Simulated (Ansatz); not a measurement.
# Ballistic conductance against atoms per length in few-atom silver, gold and aluminium wires (PBE, layer matching)

How many atoms thick a metal wire must be to carry a required current at a given small voltage is a design decision for contacts and interconnects at the limit of miniaturisation. Even a perfect wire has a finite conductance there, because only a few electron waves fit across it. The quantity considered is the Landauer conductance of an infinite, defect-free wire at 300 K, in units of $G_0 = 2e^2/h$, and it is set against the number of atoms per angstrom of length. Scattering at defects, vibrations and junctions is absent, so the values describe the ideal wire and not a complete device. The question is how fast the conductance grows as atoms are added, and whether one rule serves all three metals.

## How the numbers were made

Free-standing wires a few atoms thick, cut from the bulk lattice along a low-index axis or built as staggered rings without a central row, then relaxed in period and atoms. Plane-wave density functional theory with Ansatz 0.2.0, PAW datasets, scalar-relativistic unless a column says otherwise. The wire runs along z with vacuum on both sides across, with one k point across; along the chain the number of k points times the cell length is 80 to 84 angstrom. Fermi-Dirac occupations of width 0.05 eV. Functional PBE, default cutoffs (420 eV). No spin polarisation. Channels by layer matching.

Notes on method and selection:

- The conductance is the ballistic Landauer value of the perfect chain, averaged with the Fermi function at 300 K, both spins; it is a whole number of G0 unless a band edge lies within about 0.1 eV of the Fermi level, where it follows the smearing and the mesh.
- Spin-orbit coupling is left out, which matters for elements past period 5.
- The wires are model structures, relaxed from one start with symmetry kept.
- Lists of this kind in which no line, logarithmic or quadratic, explains three tenths of the variance are not tabled, so this one is a favourable case.
- Runs whose transmission exceeds the number of channels of the lead are not listed.
- Runs that did not converge, have known faults or may not be shown are not listed, and runs on Ansatz's PAW sets soft_1 and soft_2 are kept to separate tables.

Columns:

- line density (1/Å): atoms per angstrom of wire length.
- group: group of the periodic table.
- atoms: atoms in one period.
- period (Å): relaxed period.
- conductance (G₀): ballistic conductance at 300 K, both spins, G0 = 2e^2/h.

Input lines of one member:

```
crystal:
  lattice:
    - [10.033, 0.0, 0.0]
    - [0.0, 9.6, 0.0]
    - [0.0, 0.0, 4.2972]
  atoms:
    - { symbol: Al, position: [0.4185, 0.6483, 0.0] }
    - { symbol: Al, position: [0.4185, 0.3516, 0.0] }
    # ... 4 more atoms
kpoints:
  mp_grid: { grid: [1, 1, 19] }
  band_path: { path: ["Γ", Z], npoints: 50 }
scf:
  occupations: { method: fermi_dirac, width: 0.05 }
hamiltonian:
  xc: pbe
output:
  transmission:
    e_range: [-2, 2]
    de: 0.035
    kmesh: [1, 1]
    reduced_basis: true
    leads: [[0, 0]]
  dos: { e_range: [-5, 4] }
# excerpt: file-writing keys are left out
```

Command (options for logging and memory left out): `ansatz run input.yaml --threads 8`

## Data

| member | line density (1/Å) | group | atoms | period (Å) | conductance (G₀) |
| --- | --- | --- | --- | --- | --- |
| Ag wire along [110], 2 atoms a period | 0.73 | 11 | 2 | 2.72 | 2.00 |
| Al wire along [100], 5 atoms a period | 1.33 | 13 | 5 | 3.75 | 4.00 |
| Al wire of staggered 3-rings | 1.40 | 13 | 6 | 4.30 | 6.00 |
| Ag wire along [100], 4 atoms a period | 1.43 | 11 | 4 | 2.81 | 3.00 |
| Ag wire along [110], 4 atoms a period (period 2.80) | 1.43 | 11 | 4 | 2.80 | 3.00 |
| Ag wire along [110], 4 atoms a period (period 2.78) | 1.44 | 11 | 4 | 2.78 | 3.19 |
| Au wire along [100], 7 atoms a period | 1.57 | 11 | 7 | 4.47 | 2.55 |
| Ag wire along [110], 5 atoms a period | 1.79 | 11 | 5 | 2.80 | 4.00 |
| Al wire of staggered 4-rings | 1.83 | 13 | 8 | 4.37 | 6.23 |
| Au wire of staggered 5-rings | 2.21 | 11 | 10 | 4.53 | 5.08 |
| Au wire along [110], 7 atoms a period | 2.54 | 11 | 7 | 2.75 | 6.00 |
| Al wire along [110], 7 atoms a period | 2.69 | 13 | 7 | 2.60 | 5.65 |
| Ag wire along [110], 8 atoms a period | 2.84 | 11 | 8 | 2.82 | 6.00 |
| Ag wire along [100], 9 atoms a period | 3.16 | 11 | 9 | 2.84 | ? |

Cells marked ? are withheld until the estimate has been made.

## Why the values move as they do

In silver the conductance never falls as the line density rises. It goes from 2.00 G₀ at 0.73 Å⁻¹ to 6.00 G₀ at 2.84 Å⁻¹, a mean slope of (6.00 − 2.00) / (2.84 − 0.73) = 1.90 G₀ Å. The three gold wires also rise in order, from 2.55 to 6.00 G₀.

The cause is transverse confinement. Each standing wave across the wire whose band crosses the Fermi level adds one channel, and a larger cross-section $A$ admits more of them. For free electrons $G/G_0 \approx k_F^2 A/4\pi$. With $Z$ valence electrons per atom, the growth per unit of line density is $3\pi Z/(4k_F)$. One electron per atom in close packing at a spacing of 2.82 Å gives $k_F = (3\pi^2\sqrt{2})^{1/3}/d$ with $d$ the spacing, that is 3.5 / 2.82 = 1.24 Å⁻¹, hence 3 × 3.14 / (4 × 1.24) = 1.90 G₀ Å, close to the silver slope. The formula counts only the area and leaves out the edge of the wire, which lowers the number of channels in thin wires, so the closeness of the match is partly luck.

At equal spacing the same formula makes the growth for three valence electrons $3^{2/3} \approx 2.1$ times as large. The aluminium wire of staggered 3-rings agrees, with 6.00 G₀ against 3.00 G₀ for silver at nearly the same line density. Two other aluminium wires do not. The [100] wire has only 4.00 G₀ at 1.33 Å⁻¹, and the thickest wire has 5.65 G₀ at 2.69 Å⁻¹, less than the 3-ring wire at 1.40 Å⁻¹. Gaps opened by the lattice potential may remove channels in them, since the Fermi wavevector of aluminium lies well beyond the zone boundary of the chain. The same is true of the ring wires, however, so this alone does not explain the difference. Line density alone is therefore no common rule for the three metals.

The growth is also stepwise. Values such as 3.19 or 2.55 G₀ indicate a band edge close to the Fermi level, where smearing and mesh affect the result. The gold wire with 2.55 G₀ is also the one that lengthened on relaxation. Because lists without a visible trend were not tabled, the regularity seen here should not be assumed for other families of wires.

## Estimating the withheld member

Plain estimates from the members shown:

- Ag wire along [100], 9 atoms a period, mean of the 13 members shown: 4.36 G₀, standard deviation 1.5

The mean of all members, 4.36 G₀, is too low a starting point for the densest wire of the list, and it mixes in aluminium. A straight line through the six silver wires is preferred:

$$G = 3.5 + 2.0\,(\lambda - 1.6),$$

with $G$ in G₀ and the line density $\lambda$ in Å⁻¹. When each silver wire is left out in turn, the typical miss is 0.24 G₀, against 1.5 G₀ for the mean of the other silver wires. Without the 8-atom wire, the line through the other five gives about 5.7 G₀ for it, where the table has 6.00.

The withheld wire lost its bulk stacking on relaxation, but this calls for no separate shift. The 4-atom [100] wire did the same, and it has 3.00 G₀, as does a [110] wire of equal line density. The estimate is 3.5 + 2.0 × (3.16 − 1.6) = 6.6 G₀.

The withheld wire lies slightly outside the fitted range, and a whole channel may open or stay closed. The error is therefore taken from the gold wires, which were not fitted: they miss the line by about −0.9, +0.4 and +0.6 G₀, a root mean square of about 0.7. Over all 13 members the miss is 1.1 G₀, against a scatter of 1.5 about the mean, and most of it comes from aluminium.

**Committed estimate, Ag wire along [100], 9 atoms a period: conductance = 6.6 ± 0.7 G₀.**

## The answer

| member | line density (1/Å) | group | atoms | period (Å) | conductance (G₀) |
| --- | --- | --- | --- | --- | --- |
| Ag wire along [100], 9 atoms a period | 3.16 | 11 | 9 | 2.84 | 7.82 |

| member | estimate | conductance (G₀) | computed | estimate − computed | miss in error bars |
| --- | --- | --- | --- | --- | --- |
| Ag wire along [100], 9 atoms a period | committed | 6.60 | 7.82 | −1.22 | 1.7 |
| Ag wire along [100], 9 atoms a period | mean | 4.36 | 7.82 | −3.46 |  |

The estimate of 6.6 ± 0.7 G₀ was too low: the calculation gives 7.82 G₀, 1.7 error bars higher. It is still much nearer than the mean of the other members, which is 3.46 G₀ too low.

The argument that silver keeps gaining channels with line density held. The assumption that the changed stacking needs no shift had only one small wire behind it, and the error bar borrowed from gold was too narrow. From the 8-atom to the 9-atom silver wire the conductance rises by (7.82 − 6.00) / (3.16 − 2.84) = 5.7 G₀ Å, three times the mean slope found before.

Such a jump suits the stepwise opening of channels. A wire with a fourfold axis has pairs of transverse waves of equal energy, which enter together, and this may be why nearly two channels are gained here. The value just below 8 fits a band edge close to the Fermi level.

## Where the trend breaks

A straight line through all 14 members, $G = 4.6 + 2.0\,(\lambda - 1.9)$ with $G$ in G₀ and $\lambda$ in Å⁻¹, leaves a scatter of about 1.1 G₀. Three wires stand out.

The aluminium wires of staggered 3-rings and 4-rings lie about 2.4 and 1.8 G₀ above it. Three valence electrons per atom instead of one fill more transverse bands, which gives the right sign. Valence alone is not enough, however, since the aluminium wires along [100] and [110] lie within 0.6 G₀ of the line, on opposite sides. The arrangement of the atoms must therefore matter as well.

The gold wire along [100] lies 1.4 G₀ below the line. It is the only wire that lengthened on relaxation, and its rearranged structure is the likeliest reason for the missing channels. A band edge near the Fermi level makes its fractional part sensitive to smearing and mesh, but that accounts for less than one channel.

The 9-atom silver wire is only about 0.7 G₀ above this common line, although it lies well above the line drawn earlier through silver alone.

## Rules of thumb and their limits

For silver between 0.73 and 3.16 Å⁻¹ the conductance grows by about 2.3 G₀ per atom per angstrom. With each silver wire left out in turn, a straight line misses by 0.6 G₀ on average (root mean square), against 2.2 G₀ for the mean of the others. At the dense end an error of a whole channel must be expected. For all three metals together the miss is 1.1 G₀, against 1.8 G₀ for the mean. Whether other metals follow such a line has to be tested for each.

A required current at a given small voltage fixes the conductance needed, and the table then shows the thinnest silver wire that reaches it, as long as the wire is free of defects. With $1/G_0$ about 13 kΩ, the thickest silver wire has a resistance of 13 / 7.82 = 1.7 kΩ, and the thinnest 13 / 2.00 = 6.5 kΩ, whatever the length of the ideal wire.

Disorder can outweigh the whole spread of the table. In a long, phase-coherent wire it localises the electrons and can push the conductance below 1 G₀, a loss of several G₀ for the thicker wires.

[Logs are printed without paths, hosts, clocks, repeated set-up lines and the standing remarks that a program may print on its own settings, such as how far it seeks lower states.]
